# Squeezing a layered crystal: PtSe₂ up to 50 GPa

PtSe₂ is built of flat sandwiches, each with a sheet of platinum between two sheets of selenium. Strong Pt–Se bonds hold a sandwich together, and weaker contacts between selenium atoms hold one sandwich to the next. In the table, volume change is counted from the starting cell, which is already relaxed at zero pressure. The row at −1 GPa is a crystal under tension.

PtSe₂ in the CdI₂ structure (P-3m1), with cell and atoms relaxed at each pressure within this symmetry: Ansatz 0.2.0, plane-wave PAW, PBEsol, scalar-relativistic, no spin polarisation. The cutoff is 420 eV, the k mesh 12×12×8 and the Fermi-Dirac smearing 0.15 eV. Volume change is relative to the starting cell, 19.84 Å³ per atom.

```
pressure (GPa)  volume per atom (Å³)  volume change (%)
            -1                 20.32               2.41
             1                 19.48              -1.78
             2                 19.20              -3.23
             4                 18.73              -5.57
             5                 18.54              -6.56
             6                 18.35              -7.48
             9                 17.88              -9.86
            12                 17.48             -11.87
            16                 17.03             -14.16
            20                 16.64             -16.12
            25                 16.22             -18.25
            30                 15.85             -20.09
            40                 15.23             -23.21
            50                 14.73             -25.76
```

## 1. Which costs more volume, a GPa at the start or a GPa at the end?

The last step of the table removes 0.50 Å³ an atom, and the step from 1 to 2 GPa removes only 0.28 Å³. But the last step spans 10 GPa. Per GPa the early step takes 5.6 times as much as the late one. Since the rows are unevenly spaced, only such a comparison per GPa is fair.

The general reason is repulsion. When atoms approach, their filled electron shells overlap, and the energy this costs climbs more and more steeply as the distance shrinks. Each further bit of shortening therefore needs a larger push than the one before.

## 2. Why do +1 and −1 GPa not give equal and opposite changes?

One GPa of tension swells the crystal by 2.41 %, while one GPa of compression shrinks it by 1.78 %. An ideal spring would give equal sizes. A bond is softer on the long side, where repulsion fades, and harder on the short side.

It helps to turn this into a stiffness, the bulk modulus: the rise in pressure divided by the fall in the logarithm of the volume. It comes to about 42 GPa on the tension side and 56 GPa on the compression side. A single modulus for PtSe₂ therefore holds only over a very narrow range of pressure, even around zero.

## 3. Every solid stiffens, so what is special here?

From the first step of the table to the last, the stiffness grows from about 48 to 295 GPa. More telling is how fast it grows. Near the start it gains about 13 GPa for each GPa applied, and at the end only about 4.3. In solids bonded about equally strongly in all directions, such as simple oxides, the gain is roughly 4 to 5 from the beginning (a rough recalled range).

The layers are the likely reason for the difference. Across the layers, gap and sandwich act like two springs in series: both carry the same pressure, and their shortenings add. At first the soft gap should supply most of the lost volume. It fills only about half the height of the cell, so the same loss is a smaller fraction of the whole crystal than of the gap. The crystal as a whole then looks about twice as stiff as the gap, and it also gains stiffness about twice as fast.

As the gap hardens, the sandwiches should take a growing share of the loss. The crystal would then begin to behave like an ordinary solid with strong bonds in every direction, which fits the ordinary gain per GPa at the end of the table.

The relaxed cells support this picture. From −1 to 1 GPa, c shortens by 3.5 % and a by only 0.3 %; from 40 to 50 GPa the figures are 2.0 % and 0.7 %. By 50 GPa the gap has lost about 30 % of its starting height, the sandwich only about 6 % of its thickness.

One point fits less well. Even in the last step c gives way about three times as much as a, so the crystal is still far from equally stiff in all directions, although its gain per GPa already looks ordinary. That the hardening of the gap sets the pace of the stiffening remains an inference, but the gap does close first and most.

## 4. Could the gap supply all the shrinkage?

The starting geometry allows a test. Suppose that the sandwiches stay rigid and only the gap closes. The starting cell has a = 3.761 Å along the layers, c = 4.859 Å across them and a Pt–Se distance of 2.52 Å.

- Seen from above, a selenium atom lies a/√3 = 2.171 Å to the side of its platinum neighbour.
- Its height above the platinum sheet is √(2.52² − 2.171²) ≈ 1.28 Å, so a sandwich is about 2.56 Å thick.
- The gap is what remains of c, about 2.30 Å.
- At 50 GPa the volume is down by 25.76 %. If c alone paid for this, it would lose 0.2576 × 4.859 ≈ 1.25 Å, and the gap would be 1.05 Å high.
- Selenium atoms facing each other across the gap are also offset sideways by 2.171 Å. Their distance would be √(1.05² + 2.171²) ≈ 2.41 Å.

That is close to the length of a covalent Se–Se single bond, roughly 2.3 to 2.4 Å as recalled. Each selenium atom would have three such neighbours across the gap, in addition to its three platinum atoms. Selenium is not expected to form three full Se–Se bonds on top of its three bonds to platinum, so repulsion should stop the approach earlier. The relaxed crystal at 50 GPa confirms that the sandwiches give way too, and in both directions: a has shrunk from 3.761 to 3.570 Å, and the sandwich has thinned from 2.56 to about 2.4 Å. The gap is therefore still about 1.6 Å high, and the selenium atoms across it are about 2.6 Å apart.

The estimate has no adjustable constant, and it speaks strongly against the gap as the only source at 50 GPa. It cannot tell at which pressure the sandwiches begin to matter: at 6 GPa it gives 2.91 Å, which is short for a contact between layers but still well above the length of a single bond. The relaxed cells show that they take part from the start, if only a little at first: a is down to 3.755 Å at 1 GPa and to 3.726 Å at 6 GPa.

## 5. Do the electrons switch to another state on the way?

The same runs also report by how much two bands overlap in energy: the last one that the electrons would fill in an insulator, and the next one above it. All rows are metallic, so no band gap closes in this series. The overlap does not follow the volume, however: it grows to 0.98 eV at 4 GPa, falls to 0.57 eV at 16 GPa and has grown again to 0.76 eV at 40 GPa.

If one of these turns marked an abrupt transition, the volume should jump or the stiffness should dip. Neither happens: the stiffness rises at every step. At the spacing of these rows the compression looks smooth, though a very small jump between two rows could be missed, and runs that failed are not in the table. A turn in the overlap needs no transition: it can arise when the top of the lower band or the bottom of the upper one moves to another k point. A switch to a magnetic state could not have shown up, because the runs impose zero spin. The overlap itself deserves caution. It was read from a single k mesh, and spin–orbit coupling, which matters for such bands, is left out. The general notes to the data call metals like this one sensitive to the k mesh, but that rests on tests of other systems; these runs gave no such warning.

## 6. Which digits can be trusted?

Compute the stiffness from the volumes as printed, and it seems to fall from 98 to 97 GPa between the steps that end at 5 and 6 GPa. This looks like a small softening. With the unrounded volumes of the same runs and the pressures they actually reached, the values are 94 and 101 GPa, and the softening is gone.

The cause is the subtraction of two nearly equal numbers. Each of these steps changes the volume by only 0.19 Å³ an atom, and rounding both ends can shift that difference by up to 0.01 Å³, or about 5 % of it. As results of these settings, the volumes are good to about the last printed digit, but a stiffness taken from them over a short step is much less certain. Wide steps are the safer choice. How far a denser k mesh or a higher cutoff would move the volumes was not tested in any row. The general caution about the k mesh comes from other systems and does not say how large the effect is here.

The energies offer a cross-check. Dividing the energy gained between 40 and 50 GPa by the volume lost gives a mean pressure of 44.85 GPa, close to the midpoint of the interval. Energies, volumes and pressures thus agree with one another. This confirms that the calculation is consistent, though not that nature follows it.

## 7. What would change with another functional?

The contact between layers owes much to dispersion, the weak attraction between fluctuating charges. PBEsol has no explicit term for it, yet it does not leave the layers too far apart. Its starting c is about 5 % shorter than the measured value, which is roughly 5.1 Å as recalled.

The calculated crystal thus probably begins with a narrower gap than the real one, and a narrower gap tends to be stiffer. A functional that gave a longer c would probably start softer and lose more volume in the first few GPa. At high pressure, where repulsion and the Pt–Se bonds decide, the choice should matter less. No second functional was run here, so this remains an expectation. The runs also used PAW datasets made for PBE, a related functional, and the effect of that on the volumes was not tested. They describe zero temperature without zero-point motion, so a part of the difference from the measured c may be thermal expansion.

A different functional would not lift one further restriction. The atoms were free to move only within the symmetry of the starting crystal, and no competing structure was calculated. The volumes at high pressure describe PtSe₂ if it keeps this layered structure; whether it does so up to 50 GPa is left open.

The output below lists the stiffness for each step and the rigid-sandwich estimate for each row; no curve was fitted.

Output of the analysis:

```
Each step from the row above, and the rigid-layer estimate:
  row  drop_A3_per_GPa   mid_GPa  stiffness_GPa  stiffness_gain_per_GPa  stiffness_rounded_GPa  SeSe_if_gap_only_A  overlap_eV
   -1              n/a       n/a            n/a                     n/a                    n/a                3.25       0.612
    1             0.42  0.001213          47.83                     n/a                  47.37               3.102       0.857
    2             0.28     1.502          67.49                   13.09                  69.07               3.052       0.925
    4            0.235     3.005          81.89                   9.585                   80.7               2.973       0.979
    5             0.19     4.503          94.44                   8.378                  98.08                2.94       0.933
    6             0.19       5.5          101.1                   6.677                  97.08                2.91       0.888
    9           0.1567     7.503            115                   6.955                  115.6               2.835       0.764
   12           0.1333      10.5          133.1                   6.024                  132.6               2.773       0.649
   16           0.1125        14          152.1                   5.437                  153.4               2.705       0.574
   20           0.0975        18          172.6                   5.124                  172.7               2.649       0.646
   25            0.084      22.5          194.9                   4.952                  195.6               2.592       0.704
   30            0.074      27.5          218.6                   4.751                  216.7               2.544       0.738
   40            0.062        35            252                   4.443                  250.6               2.468       0.759
   50             0.05        45          294.9                   4.288                  299.6               2.412       0.743
Volume change at 1 GPa tension over that at 1 GPa compression, sizes: 1.354
Stiffness from -1 to 0 GPa, in GPa: 41.99
Stiffness from 0 to 1 GPa, in GPa: 55.68
Share of the 50 GPa shrinkage reached by 6 GPa, in percent: 29.04
Pressure at which half of the 50 GPa shrinkage is reached, in GPa: 13.76
Volume drop per GPa, step 1 to 2 over step 40 to 50: 5.6
Stiffness, last step over first step: 6.165
Thickness of one Se-Pt-Se layer at the start, in A: 2.558
Height of the gap between layers at the start, in A: 2.301
Se-Se distance across the gap at the start, in A: 3.164
Gap height at 50 GPa if only the gap shrank, in A: 1.05
Mean pressure from 40 to 50 GPa by energy difference, in GPa: 44.85
Starting c against a rough recalled measured 5.1 A, in percent: -4.725
```
